# Soft-potential model of the thermal conductivity of a glass

Below about 1 K the conductivity of a glass grows roughly as $T^2$, and near 10 K it has a plateau. The soft-potential model (Karpov, Klinger and Ignat'ev 1983) traces both to one family of local modes that scatter sound waves. This page derives three scattering rates and the conductivity function of Ramos and Buchenau (1997).

## Premises and conventions

1. **Carriers.** Heat is carried by Debye sound waves, one longitudinal and two transverse branches $j$, with velocity $v_j$ in a medium of density $\rho$.
2. **Soft modes.** A local mode has mass $M$, coordinate $A$ and potential $v_1A+v_2A^2+v_4A^4$, with the same $M$ and $v_4>0$ for all modes. A cubic term is removed by shifting $A$. Put $A=\ell x$ with $\hbar^2/2M\ell^2=v_4\ell^4\equiv W$. Then
$$H=W\left(-\frac{d^2}{dx^2}+D_1x+D_2x^2+x^4\right).$$
3. **Uniform distribution.** The number of modes per volume is $P_s\,dD_1\,dD_2$ with constant $P_s$ (m$^{-3}$), for both signs of $D_1$ and $D_2$. This is the leading term of any smooth distribution near $D_1=D_2=0$.
4. **Coupling.** A strain $e$ of branch $j$ adds $\Lambda_j\,e\,x$ to $H$. The energy $\Lambda_j$ is a root mean square over orientations.
5. **Independent, weak scattering.** The modes do not interact and their rates add. Absorbed energy is re-emitted isotropically, so the energy attenuation length $l$ is the transport mean free path.

We use $\epsilon=\hbar\omega/W$, $z=k_BT/W$ and the dimensionless coupling
$$C_j=\frac{P_s\Lambda_j^2}{W\rho v_j^2}.$$
The index $j$ is dropped where no confusion arises.

**Attenuation formula.** A wave with strain $e_0\cos\omega t$ carries the energy flux $\tfrac12\rho v^3e_0^2$. The absorbing part of the perturbation has amplitude $\Lambda e_0x/2$, so the golden rule gives the rate $(2\pi/\hbar)(\Lambda e_0/2)^2|x_{ab}|^2\delta(E_b-E_a-\hbar\omega)$ in each direction. The net power per volume divided by the flux is
$$\frac1l=\frac{\pi\omega\Lambda^2}{\rho v^3}\int P_s\,dD_1dD_2\sum_{a<b}(p_a-p_b)\,|x_{ab}|^2\,\delta(E_b-E_a-\hbar\omega),\tag{1}$$
where $p_a$ are thermal populations.

## Step 1: density of soft vibrations

Let $x_0$ be a minimum of the potential. Stationarity gives $D_1=-2D_2x_0-4x_0^3$. With $y=x-x_0$ the harmonic part is $W[-d^2/dy^2+(D_2+6x_0^2)y^2]$. The operator $-d^2/dy^2+ky^2$ has level spacing $2\sqrt k$, hence
$$\epsilon^2=4D_2+24x_0^2,\qquad \langle 0|y^2|0\rangle=|y_{01}|^2=\frac1\epsilon .$$

Change variables from $(D_1,D_2)$ to $(x_0,\epsilon)$. At fixed $D_2$, $|\partial D_1/\partial x_0|=2D_2+12x_0^2=\epsilon^2/2$. At fixed $x_0$, $\partial D_2/\partial\epsilon=\epsilon/2$. So $dD_1dD_2=(\epsilon^3/4)\,dx_0\,d\epsilon$.

Each potential is counted once, at its deepest minimum. The even part of the potential does not distinguish $x$ from $-x$, so the deepest minimum is the one with $D_1x_0<0$. Since $D_1x_0=-2x_0^2(D_2+2x_0^2)$, this means $D_2+2x_0^2>0$, or $|x_0|<\epsilon/4$. The interval has width $\epsilon/2$, and the density per volume and per energy $E=\hbar\omega$ is
$$g(E)=\frac{P_s}{8W}\left(\frac{\hbar\omega}{W}\right)^4.\tag{2}$$
Most of these are single wells. The remaining stationary points solve $4x^2+4x_0x+4x_0^2+2D_2=0$ and are complex for $x_0^2<\epsilon^2/18$. Counting single wells only would replace $1/8$ by $1/(6\sqrt2)=0.118$.

## Step 2: resonant scattering by vibrations

For a harmonic ladder $|y_{n,n+1}|^2=(n+1)/\epsilon$, and summation by parts gives $\sum_n(p_n-p_{n+1})(n+1)=\sum_np_n=1$. The absorption is therefore independent of temperature. Equation (1) becomes $l^{-1}=(\pi\omega\Lambda^2/\rho v^3)\,g(E)/\epsilon$, that is
$$l^{-1}_{\rm vib}=\frac{\pi C\omega}{v}\,\frac18\left(\frac{\hbar\omega}{W}\right)^3.\tag{3}$$
The rate goes as $\omega^4$, like Rayleigh scattering, but it comes from resonances.

## Step 3: resonant scattering by tunnelling states

Take $D_2=-b<0$ and small $D_1$. The wells lie at $\pm x_m$ with $x_m^2=b/2$, and the barrier is $V_b=Wb^2/4$. At $D_1=0$ the two lowest states are split by $\Delta_0(b)$ and joined by the matrix element $x_{01}(b)$. Their sum and difference are localized states with $\langle x\rangle=\pm x_{01}$. The tilt gives them the asymmetry $\Delta=2WD_1x_{01}$, and the level spacing is $E=(\Delta^2+\Delta_0^2)^{1/2}$. Rotating to the eigenstates gives the transition element $x_{01}\Delta_0/E$, and $p_a-p_b=\tanh(E/2k_BT)$.

The measure for $\Delta>0$, doubled to include $D_1<0$, is
$$2P_s\,dD_1\,db=\frac{P_s}{Wx_{01}}\,\frac{1}{|d\ln\Delta_0/db|}\,d\Delta\,\frac{d\Delta_0}{\Delta_0}.$$
Multiplied by $x_{01}^2$, as equation (1) demands, it contains the factor
$$f(b)=\frac{x_{01}}{|d\ln\Delta_0/db|}.$$
For deep wells $\Delta_0\propto e^{-S}$ up to a power of $b$, with the WKB exponent
$$S=\int_{-x_m}^{x_m}(x_m^2-x^2)\,dx=\tfrac43x_m^3=\tfrac{\sqrt2}{3}b^{3/2}.$$
Then $dS/db=(b/2)^{1/2}=x_m$ and $x_{01}\to x_m$, so $f\to1$. Treat $f$ as constant and set $\Delta=E\cos\theta$, $\Delta_0=E\sin\theta$. The remaining integral is $\int_0^{\pi/2}\sin\theta\,d\theta=1$, so
$$l^{-1}_{\rm tun}=\frac{\pi C\omega}{v}\,f\,\tanh\frac{\hbar\omega}{2k_BT}.\tag{4}$$
With $f=1$ this is the result of the standard tunnelling model, and $C$ is its constant $\bar P\gamma^2/\rho v^2$, with $\bar P$ the density of tunnelling states and $\gamma=\Lambda x_{01}$.

The weight $\sin\theta$ favours $\Delta_0$ close to $\hbar\omega$, and such wells are not very deep. Numerical diagonalisation of $H$ in an oscillator basis gives $\Delta_0=0.04\,W$ and $f=1.1$ at $b=6$, and $f$ rises as the wells become shallower. The model function uses the constant $f=1.1$. It is a representative value and not an exact coefficient.

## Step 4: classical relaxation over barriers

At higher temperature a double well changes sides by thermal activation, with $\tau=\tau_0\exp(V_b/k_BT)$. Strain shifts the asymmetry to $\Delta+2\gamma e$, now with $\gamma=\Lambda x_m$ and $\Delta=2WD_1x_m$. The free energy of the pair is $-k_BT\ln\{2\cosh[(\Delta+2\gamma e)/2k_BT]\}$. Its second strain derivative lowers the relaxed modulus by $(\gamma^2/k_BT)\,\mathrm{sech}^2(\Delta/2k_BT)$ per well and per volume. With a single relaxation time the lossy part $M''$ of the modulus is this quantity times $\omega\tau/(1+\omega^2\tau^2)$. The dissipated power per volume is $\tfrac12\omega M''e_0^2$, so $l^{-1}=\omega M''/\rho v^3$.

Integrate first over $dD_1=d\Delta/2Wx_m$, using $\int_{-\infty}^\infty\mathrm{sech}^2(\Delta/2k_BT)\,d\Delta=4k_BT$:
$$l^{-1}=\frac{C\omega}{v}\int_0^\infty db\;2x_m\,\frac{\omega\tau}{1+\omega^2\tau^2}.$$
Here $\ln\omega\tau=b^2/4z-L$ with $L=\ln(1/\omega\tau_0)$, and $db=(2z/b)\,d\ln\tau$. For $L\gg1$ the last factor peaks at $b^*=2(zL)^{1/2}$ and has area $\pi/2$ in $\ln\tau$. The slow factor $2x_m\cdot2z/b=2\sqrt2\,z\,b^{-1/2}$ is taken at $b^*$, where it equals $2z^{3/4}L^{-1/4}$. Hence
$$l^{-1}_{\rm rel}=\frac{\pi C\omega}{v}\,L^{-1/4}\left(\frac{k_BT}{W}\right)^{3/4}.\tag{5}$$
The model function replaces $L^{-1/4}$ by the constant 0.7, which corresponds to $L=4.16$ or $\omega\tau_0=0.016$. For a typical $\tau_0\approx10^{-13}$ s and $W/k_B=3.3$ K, $L^{-1/4}$ is 0.75 at $\hbar\omega=W$ and 0.84 at $\hbar\omega=3W$.

## Step 5: conductivity

From here on $x=\hbar\omega/k_BT$, so that $\epsilon=xz$. Adding (3), (4) and (5),
$$\frac1{l_j}=\frac{\pi C_j\omega}{v_j}\,\mathcal D,\qquad \mathcal D=1.1\tanh\frac x2+0.7z^{3/4}+\frac{x^3z^3}{8}.$$
Kinetic theory for one branch, with $\omega^2/2\pi^2v^3$ modes per volume and angular frequency and mode heat capacity $k_Bx^2e^x/(e^x-1)^2$, reads
$$\kappa_j=\frac13\int d\omega\,\frac{\omega^2}{2\pi^2v_j^3}\,\frac{k_Bx^2e^x}{(e^x-1)^2}\,v_j\,l_j=\frac{k_B}{6\pi^3C_jv_j}\int d\omega\,\omega\,\frac{x^2e^x}{(e^x-1)^2\,\mathcal D}.$$
With $\omega\,d\omega=(W/\hbar)^2z^2x\,dx$, and the upper limit sent to infinity because $T$ is far below the Debye temperature,
$$\boxed{\kappa_j=\frac{k_BW^2}{6\pi^3\hbar^2C_jv_j}\,F(z),\qquad F(z)=\int_0^\infty dx\,\frac{x^3e^x}{(e^x-1)^2}\,\frac{z^2}{1.1\tanh(x/2)+0.7z^{3/4}+x^3z^3/8}}$$
and $\kappa=\kappa_l+2\kappa_t$. The energy $W$ sets the temperature scale. The height is set by $W^2/Cv$.

## Limits of $F$

**Small $z$.** Only the tanh term survives. Note that
$$\frac{e^x}{(e^x-1)^2}\coth\frac x2=-\frac{d}{dx}\frac{e^x}{(e^x-1)^2}.$$
Integration by parts has no boundary term and gives $3\int_0^\infty x^2e^x(e^x-1)^{-2}dx=3\cdot\pi^2/3$. Therefore
$$F\to\frac{\pi^2}{1.1}z^2=8.97\,z^2,\qquad \kappa_j\to\frac{k_B^3T^2}{6\pi\,(1.1\,C_j)\,\hbar^2v_j},$$
and $W$ drops out. The approach is slow, because the relaxation term falls only as $z^{3/4}$.

**Large $z$.** The cubic term overtakes $a=0.7z^{3/4}$ at $x_*=(8a)^{1/3}/z=5.6^{1/3}z^{-3/4}\ll1$. There the thermal weight reduces to $x$, and the tanh term is smaller than $a$ by a factor of order $z^{-3/2}$. With $x=x_*u$,
$$F_0=\frac{z^2x_*^2}{a}\int_0^\infty\frac{u\,du}{1+u^3}=\frac{5.6^{2/3}}{0.7}\,\frac{2\pi}{3\sqrt3}\,z^{-1/4}=5.45\,z^{-1/4}.$$
The integrand falls only as $u^{-2}$, so the quantum cut-off at $x\sim1$ matters. In that region $\mathcal D\approx x^3z^3/8$, and the correction is
$$\frac8z\int_0^\infty\left[\frac{e^x}{(e^x-1)^2}-\frac1{x^2}\right]dx=\frac8z\left[\frac1x-\frac1{e^x-1}\right]_0^\infty=-\frac4z .$$
Thus $F\simeq5.45\,z^{-1/4}-4/z$, with further terms of order $z^{-7/4}$. At $z=6$ the first term is 3.48 and the two together give 2.81, against 2.79 from the full integral. The pure $z^{-1/4}$ law is not reached in the useful range. What the model shows there is a broad maximum between $z=3$ and $z=6$, and this is the plateau. The $\omega^4$ scattering confines transport to $\hbar\omega\sim5.6^{1/3}z^{1/4}W$, a band whose heat capacity is already classical. Since $F_0\propto a^{-1/3}$, raising 0.7 to 0.84 lowers $F_0$ by only 6 %.

## Range of validity

- **Interpolation near $\hbar\omega\sim W$.** Equation (4) needs $\hbar\omega\ll W$. Equation (3) needs $\epsilon\gg1$: for $x_0=0$ the quartic term shifts the first transition by the relative amount $12/\epsilon^3$. The pure quartic well has its first transition at $2.74\,W$. The band $5.6^{1/3}z^{1/4}$ lies at $\epsilon=2.3$ for $z=3$ and 2.8 for $z=6$, inside the crossover. The plateau height thus rests on the sum $\mathcal D$ as an interpolation between derived limits.
- **Relaxation at low $T$.** Equation (5) needs a barrier above the zero-point energy $2x_mW$ of a well. The condition $b^2/4>(2b)^{1/2}$ gives $b>3.17$ and $V_b>2.52\,W$. With $V_b=Lk_BT$ and $L=4.16$ this means $z>0.6$. Below that, relaxation proceeds by tunnelling and the term $0.7z^{3/4}$ is an extrapolation. Its size: $F(0.1)=0.073$ with the term and 0.089 without it. The departure of $F$ from $z^2$ at small $z$ is therefore not a derived prediction.
- **Upper frequency.** Equation (3) gives $l$ equal to half a wavelength, $\omega l/v=\pi$, at $\epsilon_{\rm IR}=(8/\pi^2C)^{1/3}$ (Ioffe–Regel limit). Above it there are no propagating waves, and the kinetic formula fails. The $\omega^4$ law (2) must also stop once the soft modes interact and the distribution is no longer flat, which happens towards the boson peak.
- **Missing channel.** Modes above $\epsilon_{\rm IR}$ still carry heat diffusively. A crude estimate keeps the Debye density and sets $l=\pi v/\omega$. In the kinetic formula this amounts to $\mathcal D=1/\pi^2C$, so their contribution in the units of $F$ is $\pi^2Cz^2\int_{\epsilon_{\rm IR}/z}^\infty x^3e^x(e^x-1)^{-2}dx$.
- **Low power.** The populations must stay thermal. This holds for heat flow but not for intense ultrasound, which saturates the tunnelling states.

## Illustration: LiCl·7H$_2$O glass below 20 K

The inputs are approximate and illustrative: $v_l=4000$ m/s, $v_t=2000$ m/s, $\rho=1200$ kg/m$^3$, $W/k_B=3.3$ K, and $C_l=C_t=5\times10^{-4}$. This $C$ was chosen inside the range $10^{-4}$ to $10^{-3}$ typical of glasses. Constants of crystalline LiCl do not apply to this water-rich glass. The inputs imply a shear modulus $\rho v_t^2=4.8$ GPa, whereas the compiled $C_{44}$ of the rock-salt crystal is 27 GPa (Råsander 2015).

Then $W/\hbar=4.32\times10^{11}$ s$^{-1}$ and $1/v_l+2/v_t=1.25\times10^{-3}$ s/m, of which the transverse branches supply 80 %. The prefactor is
$$\kappa_0=\frac{k_BW^2}{6\pi^3\hbar^2C}\left(\frac1{v_l}+\frac2{v_t}\right)=0.0346\ \mathrm{W\,m^{-1}K^{-1}},$$
and $\kappa=\kappa_0F(z)$ with $F$ from numerical quadrature:

| $z$ | $T$ (K) | $F(z)$ | $\kappa$ (W m$^{-1}$ K$^{-1}$) |
|---|---|---|---|
| 0.1 | 0.33 | 0.073 | 0.0025 |
| 0.3 | 0.99 | 0.49 | 0.017 |
| 1 | 3.3 | 1.87 | 0.065 |
| 3 | 9.9 | 2.77 | 0.096 |
| 6 | 19.8 | 2.79 | 0.097 |

The Ioffe–Regel limit is $\epsilon_{\rm IR}=11.7$, that is 39 K or 0.81 THz. At $z=3$ the diffusive estimate is 0.12 and replaces the part 0.05 of $F$ that lies above $\epsilon_{\rm IR}$, a net gain of 2 %. At $z=6$ it is 0.99 and replaces 0.22, a net gain of 28 %. The missing channel is negligible up to about 10 K and not at 20 K.

The tabulated values are the model's for these inputs and not the material's. They scale as $1/C$, and $C$ is uncertain here by a factor of about two. Glasses typically have a plateau of order 0.1 W m$^{-1}$ K$^{-1}$, which the choice of $C$ reproduces without testing the model, and their conductivity typically rises again above the plateau, so near 20 K the flat model curve is expected to lie low by some tens of per cent.